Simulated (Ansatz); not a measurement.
# A series in volume scale on LuBPd3

All results are calculated (Ansatz 0.2.0). Free energy against uniform scaling of the volume at fixed shape and fractions; periodic cell, basis, potentials, k mesh and filling as listed.

The cell before it is scaled or strained (space group Pm-3m, No. 221):
```
LuBPd3
1.0
      4.1036     0.0000     0.0000
      0.0000     4.1036     0.0000
      0.0000     0.0000     4.1036
Lu B Pd
1 1 3
Direct
  0.00000 0.00000 0.00000
  0.50000 0.50000 0.50000
  0.00000 0.50000 0.50000
  0.50000 0.00000 0.50000
  0.50000 0.50000 0.00000
```

Settings of every row: functional PBEsol; dispersion none; potentials PAW; wave cutoff 470 eV; density cutoff 1880 eV; k mesh 6x6x6; k shift 0x0x0; occupations fermi dirac; smearing width 0.1 eV; spin none; SCF threshold exponent -10.

Limits: coarse k mesh, up to 40 meV an atom off; minimum outside the range.

| row | volume scale | V (Å³/atom) | energy above lowest point (meV/atom) |
| --- | --- | --- | --- |
| 1 | 0.9406 | 13 | 194.5 |
| 2 | 0.9703 | 13.41 | 115.8 |
| 3 | 1 | 13.821 | 59.2 |
| 4 | 1.0297 | 14.231 | ? |
| 5 | 1.0594 | 14.641 | 0 |

Question: what energy above lowest point should row 4 give?

Worked fit of energy above lowest point. Take u = (V_r/V)^(2/3) − 1 with V_r = 13.616 Å³ an atom, which is twice the finite (Eulerian) strain; such expansions in the strain, on which the Birch-Murnaghan equation of state is built, carry the rest volume and the bulk modulus. The shown rows have u = 0.03135, 0.01022, -0.00991, -0.04723. Least squares give energy above lowest point = 84.89 + 2817.4 × u + 21607 × u² meV/atom; a straight line predicts inner rows, each left out in turn, worse (root mean square 21 against 0.28 meV/atom). The rows lie off it by 0.0, -0.1, 0.1, 0.0. The withheld row has u = -0.02902, so the fit gives 84.89 + 2817.4 × (-0.02902) + 21607 × (-0.02902)² = 21.3 meV/atom.

The calculation gave 21.5 meV/atom. The fit lies 0.2 meV/atom (0.1 % of the column's range) below it; its largest miss of a shown row is 0.1 meV/atom.
